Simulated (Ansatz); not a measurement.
# TeAs: pressure and energy above lowest point against volume scale

Results calculated with Ansatz 0.2.0, not measured. Free energy against uniform scaling of the volume at fixed shape and fractions; periodic cell, basis, potentials, k mesh and filling as listed.

The cell before it is scaled or strained (space group Fm-3m, No. 225):
```
TeAs
1.0
      0.0000     2.9677     2.9677
      2.9677     0.0000     2.9677
      2.9677     2.9677     0.0000
Te As
1 1
Direct
  0.50000 0.50000 0.50000
  0.00000 0.00000 0.00000
```

Settings of every row: functional PBEsol; dispersion none; potentials PAW; wave cutoff 500 eV; density cutoff 2000 eV; k mesh 7x7x7; k shift 0x0x0; occupations fermi dirac; smearing width 0.1 eV; spin none; SCF threshold exponent -7.

Limits: coarse k mesh, up to 40 meV an atom off; stress loosely converged; no spin-orbit coupling, which can matter with elements this heavy; the cell comes from a prototype or a list of computed structures and needn't be the stable phase.

```
row  volume scale  V (Å³/atom)  pressure (GPa)  energy above lowest point (meV/atom)
  1          0.92       24.046            2.96                                   7.9
  2        0.9467       24.744            0.74                                     0
  3        0.9733       25.439           -1.15                                     1
  4             1       26.137           -2.78                                   9.6
  5        1.0267       26.835               ?                                     ?
  6        1.0533        27.53           -5.37                                  45.6
  7          1.08       28.228            -6.4                                  71.3
```

Question: what pressure and energy above lowest point should row 5 give?

Worked fit of pressure. Take u = (V_r/V)^(2/3) − 1 with V_r = 25.788 Å³ an atom, which is twice the finite (Eulerian) strain; such expansions in the strain, on which the Birch-Murnaghan equation of state is built, carry the rest volume and the bulk modulus. The shown rows have u = 0.04773, 0.02793, 0.00913, -0.00892, -0.04264, -0.05849. Least squares give pressure = −1.997 + 90.17 × u + 272.2 × u² + 303 × u³ GPa; a parabola predicts inner rows, each left out in turn, worse (root mean square 0.013 against 0.00087 GPa). All shown rows lie on it to the printed digit. The pressure vanishes at u = 0.0208, or V = 25 Å³ an atom, and there the bulk modulus at fixed shape and fractions is B = −V dP/dV = (2/3)(1 + u) dP/du = 69.3 GPa. The withheld row has u = -0.02618, so the fit gives −1.997 + 90.17 × (-0.02618) + 272.2 × (-0.02618)² + 303 × (-0.02618)³ = -4.18 GPa.

The calculation gave -4.17 GPa. The fit lies 0.01 GPa (0.11 % of the column's range) below it, one unit of the last digit.

Worked fit of energy above lowest point. Take u = (V_r/V)^(2/3) − 1 with V_r = 25.788 Å³ an atom, which is twice the finite (Eulerian) strain; such expansions in the strain, on which the Birch-Murnaghan equation of state is built, carry the rest volume and the bulk modulus. The shown rows have u = 0.04773, 0.02793, 0.00913, -0.00892, -0.04264, -0.05849. Least squares give energy above lowest point = 4.42 − 480.6 × u + 11480 × u² + 2496 × u³ meV/atom; a parabola predicts inner rows, each left out in turn, worse (root mean square 0.11 against 0.024 meV/atom). All shown rows lie on it to the printed digit. Its lowest point lies at u = 0.0208, or V = 25 Å³ an atom, and the curvature there gives the bulk modulus at fixed shape and fractions, B = (4/9)(1 + u)² E″(u)/V = 69.1 GPa. The withheld row has u = -0.02618, so the fit gives 4.42 − 480.6 × (-0.02618) + 11480 × (-0.02618)² + 2496 × (-0.02618)³ = 24.8 meV/atom.

The calculation gave 24.8 meV/atom. The fit meets it to the printed digit.
